**Rydberg levels of Gd³⁺ over a 4f⁶ core: quantum defects, radii and eigenvalue gap**

The table holds excitation and binding energies, quantum defects, eigenvalues and mean radii for one outer electron (6s, 6p, 7p, 6d, 7d, 6f) over the 4f⁶ core of Gd⁴⁺, from spherical all-electron, scalar-relativistic, spin-polarised LDA-VWN5 calculations with Quantum ESPRESSO ld1.x. The program tests the transfer of the defect from $n=6$ to $n=7$, a two-parameter non-relativistic WKB penetration model fitted to all six defects, the hydrogenic radius formula, and a gap between binding energy and $-\varepsilon$ that scales as $1/\langle r\rangle$. The transfer holds to 0.04 % for p and 0.4 % for d, and the WKB model gives the fall of the defect with $l$ (rms 0.024) but too strong a drift with $n$. The radius formula yields the reversal of 6f and 7d, while the calculated radii exceed it by 2 to 6 %. The inverse-radius law holds to within 9 % of the gap and accounts for the steadiness of the ratio and the low 6f value, with its one constant taken from the same gaps, but does no better than a constant ratio for the other rows.

Gd3+ as a spherical all-electron atom in Quantum ESPRESSO 7.5 (ld1.x), with scalar-relativistic, spin-polarised LDA (VWN5 correlation) and a point nucleus. Each row is [Xe] 4f6 plus one outer electron, all open-shell spins parallel. Total-energy differences give the energy above [Xe] 4f7 and the binding energy relative to Gd4+ [Xe] 4f6; ε is the outer eigenvalue.

## Analysis program

```python
# Table: Gd3+ [Xe]4f6 nl1 over the 4f7 ground configuration; QE ld1.x, spherical all-electron
# LDA-VWN5, scalar-relativistic, spin-polarised; energies from total-energy differences.
# Tested: Rydberg transfer in n, WKB penetration model of the defects, hydrogenic radii, eigenvalue gap ~ 1/<r>.
T = {
    'outer_orbital': ['6s', '6p', '7p', '6d', '7d', '6f'],
    'excitation_energy': [16.59, 22.451, 32.498, 29.808, 35.811, 36.171],  # eV
    'binding_energy': [29.107, 23.247, 13.2, 15.89, 9.8869, 9.5261],  # eV
    'quantum_defect': [3.265, 2.94, 2.939, 2.299, 2.308, 1.22],
    'outer_eigenvalue': [-25.8, -20.538, -11.801, -13.981, -8.8076, -8.308],  # eV
    'outer_mean_radius': [2.9612, 3.4561, 6.1617, 4.618, 7.7808, 7.2213],  # bohr
    'eig_over_binding': [0.886, 0.883, 0.894, 0.88, 0.891, 0.872],
}
import numpy as np
from scipy.constants import physical_constants as pc, alpha
from scipy.optimize import least_squares
Ha = pc['Hartree energy in eV'][0]; Z, Zc = 64, 4
o = T['outer_orbital']; ix = {s: i for i, s in enumerate(o)}
n = np.array([int(s[0]) for s in o]); l = np.array(['spdf'.index(s[1]) for s in o])
X, B, qd, ep, R, rat = (np.array(T[k], float) for k in ['excitation_energy', 'binding_energy',
    'quantum_defect', 'outer_eigenvalue', 'outer_mean_radius', 'eig_over_binding'])
# further outputs of the same runs: 4f-up levels (eV) in 4f7 and in Gd4+, F0(7p,7p) (eV), Gd4+ <r> of 4f, 5p up
e4f7, e4f6, F0, r4f, r5p = -35.86072, -55.82361, 3.950902, 0.7929951, 1.461276
S = X + B; nu = np.sqrt(Zc**2*Ha/2/B); d = n - nu
print(f"excitation + binding: mean {S.mean():.3f} eV, spread {np.ptp(S):.4f} eV (rounding 0.001)")
print(f"mean of 4f levels at occupation 7 and 6: {-(e4f7+e4f6)/2:.2f} eV, off by {-(e4f7+e4f6)/2-S.mean():+.2f} eV")
print(f"defects recomputed with charge 4: largest difference {abs(d-qd).max():.4f}; from rounding of B {(nu/2*5e-4/B).max():.4f}")
for a, b in (('6p', '7p'), ('6d', '7d')):
    p = Zc**2*Ha/2/(7 - d[ix[a]])**2
    print(f"{b} from the {a} defect: {p:.3f} eV, table {B[ix[b]]:.3f}, error {100*(p/B[ix[b]]-1):+.2f} %, drift {d[ix[b]]-d[ix[a]]:+.4f}")
s6 = [ix[k] for k in ('6s', '6p', '6d', '6f')]
print("defect steps s-p, p-d, d-f at n=6:", np.round(-np.diff(d[s6]), 3), f"; hydrogenic n=6 binding {Zc**2*Ha/72:.2f} eV")
x = np.linspace(np.log(1e-5), np.log(60), 30001); r = np.exp(x); h = x[1] - x[0]
zeff = lambda p: Zc + (Z - Zc)/(p[1]*np.expm1(r/p[0]) + 1)
k2 = lambda z, i: 2*r*z - 2*r*r*B[i]/Ha - (l[i] + .5)**2
phase = lambda z: np.array([np.sqrt(np.clip(k2(z, i), 0, None)).sum()*h/np.pi for i in range(len(o))])
model = lambda p: phase(zeff(p)) - (nu - l - .5)
fit = least_squares(lambda p: model(p) - d, [0.8, 4.0], bounds=([0.2, 0.2], [3, 30]), diff_step=1e-3)
m = model(fit.x); z = zeff(fit.x); cnt = np.array([5, 4, 2, 1])[l]
print(f"WKB grid check, pure charge 4: largest phase error {abs(phase(Zc+0*r)-(nu-l-.5)).max():.4f}")
print(f"WKB screened potential: d {fit.x[0]:.3f} bohr, H {fit.x[1]:.2f}, rms {np.sqrt(np.mean((m-d)**2)):.3f}, worst {o[abs(m-d).argmax()]}")
print("row  nu     defect  WKB    resid   r_in(bohr) Zeff   r_in(charge 4)  core shells  defect-shells")
for i, s in enumerate(o):
    j = np.argmax(k2(z, i) > 0); j0 = np.argmax(k2(Zc + 0*r, i) > 0)
    print(f"{s}  {nu[i]:.3f}  {d[i]:.3f}  {m[i]:.3f}  {m[i]-d[i]:+.3f}  {r[j]:.3f}  {z[j]:5.1f}  {r[j0]:.3f}  {cnt[i]}  {d[i]-cnt[i]:+.2f}")
print(f"Gd4+ core <r>: 4f {r4f:.2f}, 5p {r5p:.2f} bohr; Dirac s shift for bare Z=64, 1-gamma = {1-np.sqrt(1-(Z*alpha)**2):.3f}")
pol = Zc**2*(3*36 - 12)/(4*36*2.5*3*3.5*4*4.5)
print(f"non-penetrating 6f: defect {pol:.3f} per bohr^3 of polarisability; table would need {d[ix['6f']]/pol:.0f} bohr^3")
Rh = (3*nu**2 - l*(l + 1))/(2*Zc); R0 = 1.5*nu**2/Zc
print("row  <r> table  hydrogenic  table excess %  without l term (bohr)")
for i, s in enumerate(o):
    print(f"{s}  {R[i]:.3f}  {Rh[i]:.3f}  {100*(R[i]/Rh[i]-1):+.1f}  {R0[i]:.3f}")
f, g7 = ix['6f'], ix['7d']
print(f"6f minus 7d: binding {B[f]-B[g7]:+.3f} eV, <r> {R[f]-R[g7]:+.3f}, formula {Rh[f]-Rh[g7]:+.3f}, no l term {R0[f]-R0[g7]:+.3f} bohr")
g = B + ep; c = (g*R).mean(); sl = np.polyfit(np.log(R), np.log(g), 1)[0]
print(f"gap = c/<r>: c {c:.2f} eV bohr; free exponent {sl:.2f}; largest/smallest gap {g.max()/g.min():.2f}; binding {B.max()/B.min():.2f}")
print("row  gap(eV)  gap*<r>  c/<r> err %  <r>B(Ha bohr)  hydrogenic  ratio table  1-c/(<r>B)")
for i, s in enumerate(o):
    print(f"{s}  {g[i]:.3f}  {g[i]*R[i]:.2f}  {100*(c/R[i]/g[i]-1):+.1f}  {R[i]*B[i]/Ha:.3f}  {Rh[i]*B[i]/Ha:.3f}  {rat[i]:.3f}  {1-c/(R[i]*B[i]):.3f}")
pr = 1 - c/(R*B)
print(f"ratio: mean {rat.mean():.3f}, range {np.ptp(rat):.3f}, rms about mean {rat.std():.4f}, rms about model {np.sqrt(np.mean((pr-rat)**2)):.4f} (rounding 0.0005)")
q = ix['7p']
print(f"7p: F0/2 {F0/2:.2f} eV, gap {g[q]:.2f} eV, difference {F0/2-g[q]:.2f} eV, gap/(F0/2) {2*g[q]/F0:.2f}")
assert np.ptp(S) < 0.003
assert np.all(np.diff(d[s6]) < 0) and d[f] > 1 and abs(d[q]-d[ix['6p']]) < 0.02 and abs(d[g7]-d[ix['6d']]) < 0.02
assert B[f] < B[g7] and R[f] < R[g7] and Rh[f] < Rh[g7]
assert np.all(g > 0) and -1.4 < sl < -0.8
```

It prints:

```
excitation + binding: mean 45.698 eV, spread 0.0010 eV (rounding 0.001)
mean of 4f levels at occupation 7 and 6: 45.84 eV, off by +0.14 eV
defects recomputed with charge 4: largest difference 0.0004; from rounding of B 0.0001
7p from the 6p defect: 13.206 eV, table 13.200, error +0.04 %, drift -0.0009
7d from the 6d defect: 9.849 eV, table 9.887, error -0.38 %, drift +0.0090
defect steps s-p, p-d, d-f at n=6: [0.325 0.641 1.079] ; hydrogenic n=6 binding 6.05 eV
WKB grid check, pure charge 4: largest phase error 0.0000
WKB screened potential: d 0.686 bohr, H 4.01, rms 0.024, worst 6d
row  nu     defect  WKB    resid   r_in(bohr) Zeff   r_in(charge 4)  core shells  defect-shells
6s  2.735  3.265  3.252  -0.013  0.002   63.3  0.032  5  -1.73
6p  3.060  2.940  2.967  +0.027  0.019   57.8  0.301  4  -1.06
7p  4.061  2.939  2.909  -0.030  0.019   57.8  0.292  4  -1.06
6d  3.701  2.299  2.335  +0.037  0.067   46.4  0.899  2  +0.30
7d  4.692  2.308  2.294  -0.014  0.067   46.5  0.847  2  +0.31
6f  4.780  1.220  1.211  -0.008  0.221   27.7  1.822  1  +0.22
Gd4+ core <r>: 4f 0.79, 5p 1.46 bohr; Dirac s shift for bare Z=64, 1-gamma = 0.116
non-penetrating 6f: defect 0.023 per bohr^3 of polarisability; table would need 54 bohr^3
row  <r> table  hydrogenic  table excess %  without l term (bohr)
6s  2.961  2.805  +5.6  2.805
6p  3.456  3.262  +6.0  3.512
7p  6.162  5.934  +3.8  6.184
6d  4.618  4.387  +5.3  5.137
7d  7.781  7.507  +3.7  8.257
6f  7.221  7.070  +2.1  8.570
6f minus 7d: binding -0.361 eV, <r> -0.559, formula -0.437, no l term +0.313 bohr
gap = c/<r>: c 8.96 eV bohr; free exponent -1.13; largest/smallest gap 3.06; binding 3.06
row  gap(eV)  gap*<r>  c/<r> err %  <r>B(Ha bohr)  hydrogenic  ratio table  1-c/(<r>B)
6s  3.307  9.79  -8.5  3.167  3.000  0.886  0.896
6p  2.709  9.36  -4.3  2.953  2.786  0.883  0.888
7p  1.399  8.62  +4.0  2.989  2.879  0.894  0.890
6d  1.909  8.82  +1.7  2.697  2.562  0.880  0.878
7d  1.079  8.40  +6.7  2.827  2.727  0.891  0.883
6f  1.218  8.80  +1.9  2.528  2.475  0.872  0.870
ratio: mean 0.884, range 0.022, rms about mean 0.0072, rms about model 0.0060 (rounding 0.0005)
7p: F0/2 1.98 eV, gap 1.40 eV, difference 0.58 eV, gap/(F0/2) 0.71
```
